**Question: Is a boron atom really five times harder to squeeze than an aluminium atom?**

I have equation-of-state results for gallium, boron and aluminium, all in the diamond structure with BLYP:

Diamond-structure Ga, B and Al (27.61, 8.54 and 29.19 Å³ per atom at scale 1), computed with Ansatz 0.2.0: BLYP, scalar-relativistic plane-wave PAW, cutoff 420 eV, k mesh 10×10×10 (B: 15×15×15), no spin polarisation. Energies are for zero smearing, relative to scale 1; pressures are for 0.1 eV Fermi-Dirac smearing and positive in compression.

| volume scale | energy change, Ga (meV/atom) | pressure, Ga (GPa) | energy change, B (meV/atom) | pressure, B (GPa) | energy change, Al (meV/atom) | pressure, Al (GPa) |
| --- | --- | --- | --- | --- | --- | --- |
| 0.88 | 42.9 | 4.70 | 75.0 | 26.25 | 48.9 | 5.17 |
| 0.92 | 17.9 | 2.79 | 30.9 | 15.80 | 19.8 | 3.07 |
| 0.96 | 4.4 | 1.31 | 7.0 | 7.14 | 4.4 | 1.37 |
| 1 | 0.0 | 0.12 | 0.0 | -0.04 | 0.0 | 0.01 |
| 1.04 | 3.0 | -0.82 | 7.0 | -6.03 | 4.5 | -1.08 |
| 1.08 | 12.0 | -1.54 | 25.6 | -11.01 | 16.2 | -1.96 |
| 1.12 | 25.3 | -2.05 | 53.9 | -15.15 | 33.6 | -2.66 |

At a volume scale of 0.88 boron pushes back with 26.25 GPa and aluminium with only 5.17 GPa. My first reading was that a boron atom resists squeezing five times as strongly. But the energies, 75.0 against 48.9 meV per atom, differ far less. A colleague says that it is all electron crowding: the smaller the cell, the stiffer the solid. Then why is gallium softer than aluminium, although its cell is slightly smaller? Which explanation is right?

**Answer**

Your first reading mixes up two quantities. Energy is counted per atom, whereas pressure is energy per volume. Squeezing a boron cell by 12% removes far less space than squeezing an aluminium cell by 12%, because the boron cell is small to begin with. A similar energy cost spread over a smaller change in volume means a higher pressure.

To put this into numbers, let $x$ be the volume scale, $E$ the energy change per atom, $P$ the pressure and $V_0$ the volume per atom at $x=1$. The stiffness is the bulk modulus $K$, the pressure gained per relative loss of volume. Since $P=-(1/V_0)\,dE/dx$,

$$K=-\frac{dP}{dx}=\frac{1}{V_0}\,\frac{d^2E}{dx^2}\quad\text{at } x=1 .$$

The pressures at 0.96 and 1.04 give $K$ of about 165 GPa for boron and 31 GPa for aluminium, a ratio of 5.4. Of this, a factor of 3.4 is the ratio of the atomic volumes, and only 1.6 is the energy curvature per atom. So for the same small relative squeeze, a boron atom costs about 1.6 times as much energy, not five times. What is kept equal matters: taking the same small volume from each atom, instead of the same percentage, would cost about 18 times as much energy in boron. The split into volume and curvature is exact, yet it is bookkeeping: it does not say what sets the curvature.

**Does crowding set it?**

Your colleague's idea has sound physics behind it. Electrons confined to less space must move faster, so their kinetic energy rises as the cell shrinks. At the same time they come closer to the positive ions, which lowers the energy. In the simplest picture these two tendencies alone balance at the relaxed volume, and the stiffness is what remains because the kinetic energy grows more steeply.

The picture is not far-fetched here, since all three solids are metals in this calculation. Three valence electrons per atom are too few to fill the bonding bands that make silicon in the same structure a semiconductor. For a uniform gas of such electrons among point-like ions,

$$E(x)=A\,x^{-2/3}-B\,x^{-1/3}+\text{constant}.$$

The first term is kinetic energy; the second collects electrostatic attraction and exchange. Zero slope at $x=1$ requires $B=2A$. This balance fixes $B$ here; it is not worked out from the charges. Bare point ions would attract much more strongly and pull the solid to a smaller volume, which the repulsion of the real ion cores prevents. The curvature is then $\tfrac{10}{9}A-\tfrac{4}{9}B=\tfrac{2}{9}A$, only a fifth of what the kinetic term would give alone. With $A=3\times\tfrac35E_\mathrm{F}$, where $E_\mathrm{F}$ is the energy of the highest filled level of the gas, the result is $K=2E_\mathrm{F}/(5V_0)$.

Take aluminium, with three electrons in 29.19 Å³. The free-electron formula gives $E_\mathrm{F}\approx 8.0$ eV, hence a curvature of $0.4\times8.0=3.2$ eV. Dividing by the volume and converting units gives about 18 GPa, a little over half of the calculated 31 GPa. For boron the same recipe gives 136 GPa, much closer to the calculated 165 GPa. The model takes the cell volume from the calculation, but no stiffness.

The order of size is right, and the steep dependence on density offers a reason why boron lies in a different range from the other two. Neither the agreement nor the gap in absolute size should be over-read: the attraction was set by the balance, the repulsion of the cores is left out, and BLYP itself does not reproduce the energy of a uniform electron gas. A sharper test is to compare the elements with each other.

**Where crowding fails**

In the model $K$ varies as $V_0^{-5/3}$, whatever the number in front. Boron should therefore be 7.8 times as stiff as aluminium, but the calculation gives 5.4. Gallium should be about 10% stiffer than aluminium, but it comes out 13% softer. A correction factor common to all three elements cancels in these ratios, so it cannot rescue the idea that density alone decides.

Gallium also differs in the way it gives way. Going from strong compression to strong expansion, the pressure changes less and less for each step in volume. The last step is 40% of the first in boron, 33% in aluminium and 27% in gallium; the electron gas would give 45%. Gallium is thus not simply aluminium in a slightly smaller cell.

**What is left: the ion cores**

The model spreads the electrons evenly and treats every ion as a point with the same charge. Real ions have inner shells that differ from element to element, and these also affect how the electrons gather in the bonds. This is the natural place to look for the remaining differences, and standard chemistry already uses it to explain the sizes. Boron has no inner p shell, so its 2p electrons can sit close to the nucleus and the atom is small. Gallium has a filled 3d shell that screens the nuclear charge poorly, so its outer electrons are pulled in and the atom ends up about as small as aluminium, although it has one more shell.

How the cores change the stiffness at a given density is less certain. A plausible guess for gallium is that the same poor screening holds its 4s electrons so tightly that they contribute less to the bonding, which would make the solid easier to deform. These energies and pressures do not isolate that effect. The difference between gallium and aluminium is also small enough that another functional might change it, and the PAW datasets used here were made for PBE, not for BLYP.

So the fivefold pressure does not mean a fivefold energy cost per atom for the same relative squeeze, and the numbers rule out density as the only cause. They are consistent with crowding as the main reason for boron's high stiffness, without proving it, and they call for an element-specific part on top. For elements with equal numbers of valence electrons in the same structure, compare the cell volumes first. In this set the element with less than a third of the others' volume is by far the stiffest, while a difference of 5% does not even settle which of two solids is stiffer.

If you need stiffnesses for a real material, note that diamond is not the normal structure of any of these elements, so these values should not be used for ordinary aluminium, gallium or boron. The printed analysis below compares the electron-gas model with all three elements.

The analysis program printed:

```
Bulk modulus from pressures, Ga (GPa): 26.62
Bulk modulus from pressures, B (GPa): 164.6
Bulk modulus from pressures, Al (GPa): 30.62
Bulk modulus from energies, Ga (GPa): 26.84
Bulk modulus from energies, B (GPa): 164.2
Bulk modulus from energies, Al (GPa): 30.53
Energy curvature per atom, Ga (eV): 4.588
Energy curvature per atom, B (eV): 8.775
Energy curvature per atom, Al (eV): 5.58
Energy at scale 0.88, B over Al (ratio): 1.534
Pressure at scale 0.88, B over Al (ratio): 5.077
Bulk modulus, B over Al (ratio): 5.376
Bulk modulus, B over Ga (ratio): 6.183
Part of B over Al from the atomic volume (factor): 3.418
Part of B over Al from the curvature per atom (factor): 1.573
Bulk modulus, Ga over Al (ratio): 0.8694
Part of Ga over Al from the atomic volume (factor): 1.057
Part of Ga over Al from the curvature per atom (factor): 0.8223
Electron gas, kinetic energy alone, Al (GPa): 87.83
Electron gas balanced by attraction, Ga (GPa): 19.27
Electron gas balanced by attraction, B (GPa): 136.2
Electron gas balanced by attraction, Al (GPa): 17.57
Electron gas prediction, B over Al (ratio): 7.756
Electron gas prediction, Ga over Al (ratio): 1.097
Last pressure step over first, Ga (percent): 26.7
Last pressure step over first, B (percent): 39.62
Last pressure step over first, Al (percent): 33.33
Last pressure step over first, balanced electron gas (percent): 44.8
Power of 1/V in the smooth kinetic energy of Al, free electrons give 0.67: 0.4406
Pressure in percent of the bulk modulus:
   row      Ga        B       Al  balanced electron gas
  0.88    17.2    15.95    16.88                  15.49
  0.92   10.03    9.598    10.02                  9.449
  0.96   4.469    4.337    4.473                   4.34
   1.0       0  -0.0243  0.03265                      0
  1.04  -3.531   -3.663   -3.527                 -3.698
  1.08  -6.235   -6.688     -6.4                 -6.857
  1.12   -8.15   -9.203   -8.686                 -9.562
```
